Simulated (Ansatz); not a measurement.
Al: pressure and energy change per atom against volume scale

Plane-wave DFT, scalar-relativistic PAW made under PBE with cores redone for the functional, no dispersion; the given relaxed cell is scaled uniformly, energy at zero smearing counts from the unscaled cell, pressure at the given Fermi-Dirac smearing is positive in compression. The results are calculated, by Ansatz 0.2.0.

The cell before it is scaled or strained (space group P6_3/mmc, No. 194):
```
cell vectors (Å)
   2.8575     0.0000     0.0000
  -1.4287     2.4747     0.0000
   0.0000     0.0000     4.6104
atoms (fractions of the cell vectors)
Al  0.33333  0.66667  0.25000
Al  0.66667  0.33333  0.75000
```

Settings of every row: spin polarised no; functional PBEsol; wave cutoff 420 eV; smearing width 0.1 eV; k mesh 14x14x8.

Atom starting moment: 0 on all atoms.

Limits: the cell comes from a prototype or a list of computed structures and needn't be the stable phase.

| row | volume scale | V (Å³/atom) | pressure (GPa) | energy change per atom (meV) |
| --- | --- | --- | --- | --- |
| 1 | 0.88 | 14.345 | 13.44 | 72.43 |
| 2 | 0.92 | 14.997 | 7.97 | 29.57 |
| 3 | 0.96 | 15.649 | 3.57 | 6.72 |
| 4 | 1.04 | 16.953 | ? | ? |
| 5 | 1.08 | 17.605 | -5.1 | 22.83 |
| 6 | 1.12 | 18.257 | -6.92 | 47.78 |

Question: what pressure and energy change per atom should row 4 give?

Worked fit of pressure. Take u = (V_r/V)^(2/3) − 1 with V_r = 15.649 Å³ an atom, which is twice the finite (Eulerian) strain; such expansions in the strain, on which the Birch-Murnaghan equation of state is built, carry the rest volume and the bulk modulus. The shown rows have u = 0.05972, 0.02878, 0, -0.07551, -0.09766. Least squares give pressure = 3.572 + 143.05 × u + 367.2 × u² GPa; a straight line predicts inner rows, each left out in turn, worse (root mean square 0.97 against 0.041 GPa). The rows lie off it by 0.02, -0.02, 0.00, 0.04, -0.02. The pressure vanishes at u = -0.0268, or V = 16.3 Å³ an atom, and there the bulk modulus at fixed shape and fractions is B = −V dP/dV = (2/3)(1 + u) dP/du = 80 GPa. Letting shape and atoms relax would as a rule lower it, by much in layered, chain or molecular crystals. The withheld row has u = -0.05196, so the fit gives 3.572 + 143.05 × (-0.05196) + 367.2 × (-0.05196)² = -2.87 GPa.

The calculation gave -2.82 GPa. The fit lies 0.05 GPa (1.8 % of the value, 0.25 % of the column's range) below it; its largest miss of a shown row is 0.04 GPa.

Worked fit of energy change per atom. Take u = (V_r/V)^(2/3) − 1 with V_r = 15.649 Å³ an atom, which is twice the finite (Eulerian) strain; such expansions in the strain, on which the Birch-Murnaghan equation of state is built, carry the rest volume and the bulk modulus. The shown rows have u = 0.05972, 0.02878, 0, -0.07551, -0.09766. Least squares give energy change per atom = 6.766 + 520.72 × u + 9656.1 × u² meV; a straight line predicts inner rows, each left out in turn, worse (root mean square 25 against 0.37 meV). The rows lie off it by 0.13, -0.18, -0.05, 0.33, -0.23 (root mean square 0.21 meV). The withheld row has u = -0.05196, so the fit gives 6.766 + 520.72 × (-0.05196) + 9656.1 × (-0.05196)² = 5.78 meV.

The calculation gave 6.22 meV. The fit lies 0.44 meV (7.1 % of the value, 0.66 % of the column's range) below it; its largest miss of a shown row is 0.33 meV.
